\section{Worked problem: electrocapillary coupling of a cyclically strained gold film}

\subsection*{Statement}

A smooth, (111)-textured gold film of thickness $h=20\ \mathrm{nm}$ adheres to one face of a polyimide foil of thickness $H=125\ \mu\mathrm{m}$. It is immersed at $T=293\ \mathrm{K}$ in an aqueous electrolyte whose ions adsorb weakly. The foil is stretched along $x$ with strain $\varepsilon_x=\hat\varepsilon\cos\omega t$ about a small pretension, with $\hat\varepsilon=2.00\times10^{-4}$ and $\omega/2\pi=20\ \mathrm{Hz}$, and its long edges are free. The strained wetted area is $A_s=1.00\ \mathrm{cm^2}$. A further wetted area $A_u=0.050\ \mathrm{cm^2}$ of the same film lies on the grips and is not strained. At open circuit the electrode rests $u_0=+0.050\ \mathrm{V}$ above its potential of zero charge (pzc), and a lock-in amplifier shows $\delta E=-\hat E\cos(\omega t+\varphi)$ against a reference electrode, with $\hat E=0.240\ \mathrm{mV}$ and $\varphi=3.0^\circ$. The geometry, $u_0$ and both readings are assumed.

Compiled values for bulk gold are $C_{11}=192.44\ \mathrm{GPa}$, $C_{12}=162.98\ \mathrm{GPa}$, $C_{44}=42\ \mathrm{GPa}$ (room temperature, Blaschke), the linear expansion coefficient $\alpha=14.2\times10^{-6}\ \mathrm{K^{-1}}$ (293 K, Kaye and Laby Online) and the (111) work function $5.33\ \mathrm{eV}$ (Patra 2017). The remaining inputs are all typical values: double-layer capacitance $C=0.30\ \mathrm{F\,m^{-2}}$, treated as constant within $0.1\ \mathrm{V}$ of the pzc; for polyimide $Y_s=2.5\ \mathrm{GPa}$, $\nu_s=0.34$, $\alpha_s=2\times10^{-5}\ \mathrm{K^{-1}}$ and heat capacity per volume $c_s=1.5\times10^{6}\ \mathrm{J\,m^{-3}K^{-1}}$; for gold $c=2.5\times10^{6}\ \mathrm{J\,m^{-3}K^{-1}}$; thermal effusivity of water $b=1.6\times10^{3}\ \mathrm{J\,m^{-2}K^{-1}s^{-1/2}}$; and a temperature coefficient of the electrode potential of order $1\ \mathrm{mV\,K^{-1}}$.

(a) Find the area strain and the stresses in the film. (b) Extract $\varsigma=(\partial E/\partial e)_q$ at the rest potential and at the pzc. (c) Predict the changes of surface tension and surface stress on charging at fixed strain. (d) Predict the current when the same strain is applied at fixed potential, and the strain of a free-standing film on charging. (e) Estimate the thermoelastic contribution to $\hat E$.

\subsection*{Why the relations hold}

Consider a patch of surface with a fixed number of metal atoms, unstrained area $A_0$ and current area $A$. Define $e=(A-A_0)/A_0$ and $s=\ln(A/A_0)$, so that $ds=de/(1+e)$. The charge $Q$ on the metal gives $q=Q/A_0$ per unstrained area and $\sigma=Q/A$ per current area. $E$ is the potential of the metal against the reference, and the surface stress $f$ is positive when the surface tends to contract. Temperature and solution composition are fixed, and the interface is ideally polarisable. Let $\psi$ be the excess free energy per unstrained area, with the bulk elastic energy of the film subtracted. Reversible work enters as $E\,dQ$ and, for an isotropic surface, as $f\,dA$:
\begin{equation}
d\psi=E\,dq+f\,de .
\label{eq:psi}
\end{equation}
The surface tension $\gamma$ is the excess potential appropriate to fixed $E$, counted per current area, $(1+e)\gamma=\psi-Eq$. Hence
\begin{equation}
d[(1+e)\gamma]=-q\,dE+f\,de .
\label{eq:grand}
\end{equation}
At fixed strain, division by $1+e$ gives the Lippmann equation. At fixed $E$, the product rule gives the Shuttleworth equation (1950):
\begin{equation}
\left(\frac{\partial\gamma}{\partial E}\right)_s=-\sigma,\qquad
f=\gamma+\left(\frac{\partial\gamma}{\partial s}\right)_E .
\label{eq:LS}
\end{equation}
Differentiating the second relation with respect to $E$ and inserting the first yields the Gokhshtein equation, and the equality of mixed derivatives in Eq.~\eqref{eq:psi} yields the Maxwell relation:
\begin{equation}
\left(\frac{\partial f}{\partial E}\right)_s=-\sigma-\left(\frac{\partial\sigma}{\partial s}\right)_E,\qquad
\left(\frac{\partial f}{\partial q}\right)_e=\left(\frac{\partial E}{\partial e}\right)_q\equiv\varsigma .
\label{eq:GM}
\end{equation}
At $e=0$ the derivatives with respect to $e$ and $s$ coincide. The quantity held fixed in $\varsigma$ is $q$, which is what an open circuit conserves; $\sigma$ falls on stretching because the same charge covers more area.

Near the pzc write $\sigma=C(s)\,u$ with $u=E-E_z(s)$, and define $\varsigma_0=dE_z/ds$ and $\kappa=d\ln C/ds$. The Lippmann equation integrates to $\gamma=\gamma_z(s)-\tfrac12Cu^2$. Applying Eq.~\eqref{eq:LS}, and differentiating $E=E_z+q/[(1+e)C]$ at fixed $q$, one finds at $e=0$
\begin{align}
\gamma-\gamma_z&=-\frac{q^2}{2C}, \label{eq:gam}\\
f-f_z&=\varsigma_0\,q-(1+\kappa)\frac{q^2}{2C}, \label{eq:f}\\
\varsigma(q)&=\varsigma_0-(1+\kappa)\frac{q}{C}, \label{eq:vs}
\end{align}
with $f_z=\gamma_z+d\gamma_z/ds$. Equation~\eqref{eq:vs} is the $q$ derivative of Eq.~\eqref{eq:f}, as the Maxwell relation demands. Thus $\gamma$ is quadratic in charge and maximal at the pzc, while $f$ passes through the pzc with slope $\varsigma_0$, the strain derivative of the pzc. A liquid renews its surface on stretching, so that $\varsigma_0=\kappa=0$ and $f=\gamma$.

\subsection*{(a) Strain and stress}

The thin film follows the foil, so $\varepsilon_y=-\nu_s\varepsilon_x$ with the Poisson ratio of the polymer, and
\begin{equation}
\hat e=(1-\nu_s)\hat\varepsilon=0.66\times2.00\times10^{-4}=1.32\times10^{-4}.
\end{equation}
The second-order term $-\nu_s\varepsilon_x^2$ is smaller by a factor $1.0\times10^{-4}$. The strain is not equibiaxial, but $\partial E/\partial\varepsilon_{ij}$ is a symmetric second-rank surface tensor, and the threefold axis of a (111) face makes it a multiple of the unit tensor. Only $e=\varepsilon_x+\varepsilon_y$ matters at first order.

With no traction on the (111) plane, the in-plane stresses $\Sigma$ obey $\Sigma_x+\Sigma_y=Me$ and $\Sigma_x-\Sigma_y=2G(\varepsilon_x-\varepsilon_y)$. Rotation of the cubic compliances gives
\begin{align}
M&=\frac{6C_{44}(C_{11}+2C_{12})}{C_{11}+2C_{12}+4C_{44}}=\frac{6\times42\times518.40}{686.40}\ \mathrm{GPa}=190.3\ \mathrm{GPa},\\
G&=\frac12\left[\frac{1}{3(C_{11}-C_{12})}+\frac{1}{3C_{44}}\right]^{-1}=25.97\ \mathrm{GPa}.
\end{align}
The value of $G$ supposes grains wide enough to shear freely out of the plane; $M$ needs no such proviso. With $\hat\varepsilon_x-\hat\varepsilon_y=2.68\times10^{-4}$,
\begin{equation}
\hat\Sigma_{x,y}=12.56\ \mathrm{MPa}\pm6.96\ \mathrm{MPa},
\end{equation}
that is $\hat\Sigma_x=19.52\ \mathrm{MPa}$ and $\hat\Sigma_y=5.60\ \mathrm{MPa}$. These amplitudes lie well below the typical yield stress of such thin gold films, above $100\ \mathrm{MPa}$, so the strain is elastic provided the residual stress leaves that margin. This matters because slip steps would create new surface instead of stretching the lattice. The film also thins, $\varepsilon_z=-e\,(C_{11}+2C_{12}-2C_{44})/(C_{11}+2C_{12}+4C_{44})=-0.633\,e$, and $\varsigma$ includes this relaxation.

The transverse tension pulls back on the foil with a force per length $h\hat\Sigma_y=0.112\ \mathrm{N\,m^{-1}}$. With $Y_sH=3.125\times10^{5}\ \mathrm{N\,m^{-1}}$ and $\varepsilon_x$ imposed, a flat foil contracts further by
\begin{equation}
|\Delta\hat\varepsilon_y|=\frac{(1-\nu_s^2)\,h\hat\Sigma_y}{Y_sH}=3.2\times10^{-7},
\end{equation}
or $0.24\,\%$ of $\hat e$. The force acts at distance $H/2$ from the midplane. If the foil curls freely, the bending stress at the coated face, $(FH/2)(H/2)/(H^3/12)=3F/H$ for a force $F$ per length, adds to the membrane stress $F/H$, and the correction is four times larger, $1.0\,\%$. An uncertainty of $0.02$ in $\nu_s$ changes $\hat e$ by $3.0\,\%$ and dominates both.

\subsection*{(b) The coupling coefficient}

The metal is an equipotential. To first order $\delta q=C(\delta E-\varsigma e)$ on the strained part and $\delta q=C\,\delta E$ on the rest. Residual faradaic reactions, which fix the rest potential, drain charge at the rate $\delta E/r$ per area; their own strain dependence is neglected. Charge balance over the electrode gives, with $\tau=rC$,
\begin{equation}
\frac{d\,\delta E}{dt}+\frac{\delta E}{\tau}=\frac{A_s}{A_s+A_u}\,\varsigma\,\frac{de}{dt}.
\end{equation}
The periodic solution follows from $i\omega\tau/(1+i\omega\tau)=\cos\varphi\,\exp(i\varphi)$ with $\tan\varphi=1/\omega\tau$:
\begin{equation}
\delta E=\frac{A_s}{A_s+A_u}\,\varsigma\,\hat e\cos\varphi\,\cos(\omega t+\varphi).
\end{equation}
With $\omega=125.7\ \mathrm{s^{-1}}$, the phase of $3.0^\circ$ means $\omega\tau=19.1$, $\tau=0.152\ \mathrm{s}$, $r=0.51\ \Omega\,\mathrm{m^2}$ and $\cos\varphi=0.9986$, so the charge is very nearly frozen during a cycle. The potential falls as the film is stretched, hence
\begin{equation}
\varsigma=-\frac{(0.240\times10^{-3}\ \mathrm{V})(1.05)}{(1.32\times10^{-4})(0.9986)}=-1.91\ \mathrm{V}.
\end{equation}
Equation~\eqref{eq:vs} with $q/C=u_0$ and the assumption $\kappa=0$ refers this to the pzc:
\begin{equation}
\varsigma_0=\varsigma+u_0=-1.91\ \mathrm{V}+0.05\ \mathrm{V}=-1.86\ \mathrm{V}.
\end{equation}
The strain dependence of $C$ is not determined by these data; $\kappa=\pm1$ would move $\varsigma_0$ by $2.7\,\%$. A liquid surface at the same $u_0$ would show only the dilution of its charge, $u_0\hat e=6.6\ \mu\mathrm{V}$ over a fully strained area. Nearly all of the signal is therefore the shift of the pzc with lattice strain, which amounts to $-19\ \mathrm{mV}$ for $1\,\%$ of area strain if it stays linear. The pzc equals the work function per elementary charge plus an interfacial solvent term and a constant of the reference. If the solvent term did not depend on strain, which these data cannot show, the logarithmic strain derivative of the work function would be $-1.86/5.33=-0.35$.

\subsection*{(c) Surface tension and surface stress on charging}

The unit of $\varsigma$ converts as $1\ \mathrm{V}=1\ \mathrm{N\,m\,C^{-1}}$, so $\varsigma_0q$ is in $\mathrm{N\,m^{-1}}$. Equations~\eqref{eq:gam} and \eqref{eq:f} with $q=Cu$ and $\kappa=0$ give the following values. The third figure serves only to display the asymmetry between the two polarities.
\begin{center}
\begin{tabular}{ccccc}
\hline
$u$ (V) & $q$ ($\mathrm{mC\,m^{-2}}$) & $\gamma-\gamma_z$ ($\mathrm{mN\,m^{-1}}$) & $\varsigma_0q$ ($\mathrm{mN\,m^{-1}}$) & $f-f_z$ ($\mathrm{mN\,m^{-1}}$)\\
\hline
$-0.10$ & $-30$ & $-1.50$ & $+55.8$ & $+54.3$\\
$-0.05$ & $-15$ & $-0.375$ & $+27.9$ & $+27.5$\\
$+0.05$ & $+15$ & $-0.375$ & $-27.9$ & $-28.3$\\
$+0.10$ & $+30$ & $-1.50$ & $-55.8$ & $-57.3$\\
\hline
\end{tabular}
\end{center}
The tension falls on both sides of the pzc, while the stress changes sign with the charge. Their ratio is $1-2\varsigma_0/u$, which is $38$ at $u=+0.10\ \mathrm{V}$ and diverges as $u\to0$. At the rest potential the Lippmann slope is $\partial\gamma/\partial E=-\sigma=-0.015\ \mathrm{C\,m^{-2}}$. In the Gokhshtein equation $(\partial\sigma/\partial s)_E=-C\varsigma_0=+0.558\ \mathrm{C\,m^{-2}}$, so
\begin{equation}
\left(\frac{\partial f}{\partial E}\right)_s=-0.015\ \mathrm{C\,m^{-2}}-0.558\ \mathrm{C\,m^{-2}}=-0.573\ \mathrm{N\,m^{-1}V^{-1}},
\end{equation}
which equals $C\varsigma$. The stationary point of Eq.~\eqref{eq:f} lies at $u=\varsigma_0/(1+\kappa)$, far outside the range of the expansion. A bending or strain experiment, which senses $f$, therefore shows no electrocapillary maximum at the pzc and cannot locate the pzc in that way.

The condition of fixed strain is well met on the foil. A stress change $|\Delta f|=57.3\ \mathrm{mN\,m^{-1}}$ strains an unconstrained flat foil by $2(1-\nu_s)|\Delta f|/Y_sH=2.4\times10^{-7}$ in area, and by $9.7\times10^{-7}$ at the coated face with free curling. The pzc then moves by $1.8\ \mu\mathrm{V}$ at most.

\subsection*{(d) Converse experiments}

Mixed derivatives of Eq.~\eqref{eq:grand} give $(\partial q/\partial e)_E=-(\partial f/\partial E)_e=-C\varsigma=+0.573\ \mathrm{C\,m^{-2}}$. Positive charge flows onto the film as it is stretched, because the pzc drops while $E$ is held. With the solution resistance neglected, the current amplitude at the rest potential is
\begin{equation}
\hat I=\omega A_sC|\varsigma|\hat e=(125.7\ \mathrm{s^{-1}})(1.00\times10^{-4}\ \mathrm{m^2})(0.573\ \mathrm{C\,m^{-2}})(1.32\times10^{-4})=0.95\ \mu\mathrm{A},
\end{equation}
a quarter period ahead of the strain. The unstrained area draws no current here, and the ratio $\hat I\cos\varphi/\hat E=\omega C(A_s+A_u)$ links the two experiments.

A free-standing film wetted on both faces balances the two surface stresses against the equibiaxial bulk stress $Me/2$, so $2\Delta f+hMe/2=0$. With $hM=3806\ \mathrm{N\,m^{-1}}$, charging from the pzc to $u=+0.10\ \mathrm{V}$ gives
\begin{equation}
e=-\frac{4\Delta f}{hM}=\frac{4\times0.0573\ \mathrm{N\,m^{-1}}}{3806\ \mathrm{N\,m^{-1}}}=6.0\times10^{-5}.
\end{equation}
The film expands on positive charging. Surface elastic constants are neglected, and the pzc shift caused by this strain is only $0.11\ \mathrm{mV}$ in magnitude.

\subsection*{(e) Thermoelastic contribution}

Adiabatic elastic loading of a cubic or isotropic solid changes its temperature by $-T\alpha\,\mathrm{tr}\Sigma/c$. For isolated gold with $\mathrm{tr}\hat\Sigma=M\hat e=25.12\ \mathrm{MPa}$,
\begin{equation}
\Delta\hat T_{\mathrm{ad}}=\frac{(293\ \mathrm{K})(14.2\times10^{-6}\ \mathrm{K^{-1}})(25.12\times10^{6}\ \mathrm{Pa})}{2.5\times10^{6}\ \mathrm{J\,m^{-3}K^{-1}}}=42\ \mathrm{mK}.
\end{equation}
At $1\ \mathrm{mV\,K^{-1}}$ this would be $17\,\%$ of $\hat E$, but the film is not isolated. It exchanges a heat flux of amplitude $\omega ch\,\Delta\hat T_{\mathrm{ad}}$, and a periodic flux $j$ into a half-space produces a surface amplitude $j/(b\sqrt\omega)$, where $b=\sqrt{\lambda c_w}$ combines the conductivity and heat capacity per volume of the medium. Conduction into the water alone limits the swing to $ch\sqrt{\omega}\,\Delta\hat T_{\mathrm{ad}}/b=15\ \mu\mathrm{K}$. The foil carries $Y_s\hat\varepsilon=0.50\ \mathrm{MPa}$, and its adiabatic swing $T\alpha_sY_s\hat\varepsilon/c_s=2.0\ \mathrm{mK}$ bounds its effect at the interface. This corresponds to about $2\ \mu\mathrm{V}$, or $0.8\,\%$ of $\hat E$.

\subsection*{Result}

The corrections of a few per cent from $\nu_s$ and $\kappa$ leave two figures. The model gives $\varsigma_0\approx-1.9\ \mathrm{V}$, and on charging to $0.10\ \mathrm{V}$ above the pzc its surface stress falls by about $57\ \mathrm{mN\,m^{-1}}$ while its surface tension falls by $1.5\ \mathrm{mN\,m^{-1}}$. These numbers belong to the model and its inputs. The amplitude $\hat E$ was chosen so that $\varsigma$ falls near the value of roughly $-2\ \mathrm{V}$ that is typical of Au(111) in weakly adsorbing electrolytes, so the outcome is no test of that value. The extraction of $\varsigma$ needs no knowledge of $C$, whereas both changes on charging to a given $u$ scale in proportion to it, so their ratio $1-2\varsigma_0/u$ is again free of $C$.